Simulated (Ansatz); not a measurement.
How methods differ on AlH (SMILES [AlH])

The species is AlH (2 atoms), meant as a singlet with charge 0. As SMILES, `[AlH]`. The shape is that of a PBE0-D4/def2-TZVP optimisation.

```xyz
2

Al    0.0000    0.0000   -0.0256
H     0.0000    0.0000    1.6391
```

Each level gives the energy change with the Al1–H2 bond stretched from 1.665 to 2.017 Å (eV). The values are calculated.

```json
{"level": "SVWN5/cc-pVTZ (restricted)", "kind": "LDA", "program": "Ansatz", "value (eV)": "0.33"}
{"level": "BLYP/cc-pVTZ (restricted)", "kind": "GGA", "program": "Ansatz", "value (eV)": "0.33"}
{"level": "r2SCAN/cc-pVTZ (restricted)", "kind": "meta-GGA", "program": "Ansatz", "value (eV)": "0.38"}
{"level": "B3LYP/cc-pVTZ (restricted)", "kind": "global hybrid", "program": "Ansatz", "value (eV)": "0.38"}
{"level": "wB97M-V/cc-pVTZ (restricted)", "kind": "range-separated hybrid", "program": "Ansatz", "value (eV)": "0.39"}
{"level": "B2PLYP/cc-pVTZ (restricted)", "kind": "double hybrid", "program": "Ansatz", "value (eV)": "0.41"}
{"level": "MP2/cc-pVTZ (restricted)", "kind": "perturbation theory", "program": "Ansatz", "value (eV)": "0.45"}
{"level": "CCSD/cc-pVTZ (restricted)", "kind": "coupled cluster or CI", "program": "Ansatz", "value (eV)": "0.42"}
{"level": "FCI/3-21G", "kind": "exact in the basis", "program": "Ansatz", "value (eV)": "0.25"}
```

The first shape isn't each level's own minimum. The values span 0.25 to 0.45 eV. High-level rows in very small sets aren't better than simpler rows in larger ones.

Every level gives an energy cost for stretching the bond, but a modest one for so large an extension. This fits a soft single bond between Al 3p and H 1s, polarised towards hydrogen, with the Al 3s pair largely left as a lone pair. In the shared triple-zeta basis, LDA and BLYP give the softest response at 0.33 eV, the meta-GGA and the hybrids lie higher, and MP2 is stiffest at 0.45 eV. Exact exchange alone doesn't set the order, since r2SCAN matches B3LYP at 0.38 eV.

CCSD, at 0.42 eV, is the most reliable guide here: with only four valence electrons, little correlation beyond pair excitations is expected. It falls below MP2, probably because it better captures the left-right correlation that grows as the bond lengthens. The FCI value of 0.25 ev is no evidence that correlation softens the bond this much, as 3-21G lacks the polarisation functions needed to describe it. The ranking covers only moderate stretching and needn't carry over to dissociation, where a restricted single reference fails.
